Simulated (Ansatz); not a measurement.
# SrMg: pressure and energy above lowest point against volume scale

Free energy against uniform scaling of the volume at fixed shape and fractions; periodic cell, basis, potentials, k mesh and filling as listed. The results are calculated, by Ansatz 0.2.0.

The cell before it is scaled or strained (space group P-6m2, No. 187):
```
CELL_PARAMETERS angstrom
4.25290 0.00000 0.00000
-2.12650 3.68310 0.00000
0.00000 0.00000 15.81380
ATOMIC_POSITIONS crystal
Sr 0.66667 0.33333 0.72307
Sr 0.00000 0.00000 0.50000
Sr 0.66667 0.33333 0.27693
Mg 0.66667 0.33333 0.00000
Mg 0.00000 0.00000 0.88844
Mg 0.00000 0.00000 0.11156
```

Settings of every row: functional PBEsol; dispersion none; potentials PAW; wave cutoff 450 eV; density cutoff 1800 eV; k mesh 6x6x2; k shift 0x0x0; occupations fermi dirac; smearing width 0.15 eV; spin none.

Limits: coarse k mesh, up to 40 meV an atom off; the cell comes from a prototype or a list of computed structures and needn't be the stable phase.

| row | volume scale | V (Å³/atom) | pressure (GPa) | energy above lowest point (meV/atom) |
| --- | --- | --- | --- | --- |
| 1 | 0.92 | 37.981 | 0.96 | 5.8 |
| 2 | 0.9467 | 39.084 | 0.41 | 1.1 |
| 3 | 0.9733 | 40.182 | -0.08 | 0 |
| 4 | 1 | 41.284 | -0.5 | 2 |
| 5 | 1.0267 | 42.386 | ? | ? |
| 6 | 1.0533 | 43.485 | -1.22 | 14.1 |
| 7 | 1.08 | 44.587 | -1.51 | 23.5 |

Question: what pressure and energy above lowest point should row 5 give?

Worked fit of pressure. Take u = (V_r/V)^(2/3) − 1 with V_r = 40.733 Å³ an atom, which is twice the finite (Eulerian) strain; such expansions in the strain, on which the Birch-Murnaghan equation of state is built, carry the rest volume and the bulk modulus. The shown rows have u = 0.04774, 0.02793, 0.00912, -0.00892, -0.04265, -0.05849. Least squares give pressure = −0.297 + 23.82 × u + 52.4 × u² GPa; a straight line predicts inner rows, each left out in turn, worse (root mean square 0.058 against 0.0062 GPa). The rows lie off it by 0.00, 0.00, 0.00, 0.01, 0.00, 0.00. The pressure vanishes at u = 0.0121, or V = 40 Å³ an atom, and there the bulk modulus at fixed shape and fractions is B = −V dP/dV = (2/3)(1 + u) dP/du = 16.9 GPa. Letting shape and atoms relax would as a rule lower it, by much in layered, chain or molecular crystals. The withheld row has u = -0.02617, so the fit gives −0.297 + 23.82 × (-0.02617) + 52.4 × (-0.02617)² = -0.88 GPa.

The calculation gave -0.88 GPa. The fit meets it to the printed digit.

Worked fit of energy above lowest point. Take u = (V_r/V)^(2/3) − 1 with V_r = 40.733 Å³ an atom, which is twice the finite (Eulerian) strain; such expansions in the strain, on which the Birch-Murnaghan equation of state is built, carry the rest volume and the bulk modulus. The shown rows have u = 0.04774, 0.02793, 0.00912, -0.00892, -0.04265, -0.05849. Least squares give energy above lowest point = 0.63 − 115.7 × u + 4701 × u² meV/atom; a straight line predicts inner rows, each left out in turn, worse (root mean square 5.2 against 0.049 meV/atom). All shown rows lie on it to the printed digit. Its lowest point lies at u = 0.0123, or V = 39.99 Å³ an atom, and the curvature there gives the bulk modulus at fixed shape and fractions, B = (4/9)(1 + u)² E″(u)/V = 17.2 GPa. Letting shape and atoms relax would as a rule lower it, by much in layered, chain or molecular crystals. The withheld row has u = -0.02617, so the fit gives 0.63 − 115.7 × (-0.02617) + 4701 × (-0.02617)² = 6.9 meV/atom.

The calculation gave 6.8 meV/atom. The fit lies 0.1 meV/atom (1.5 % of the value, 0.43 % of the column's range) above it, one unit of the last digit.
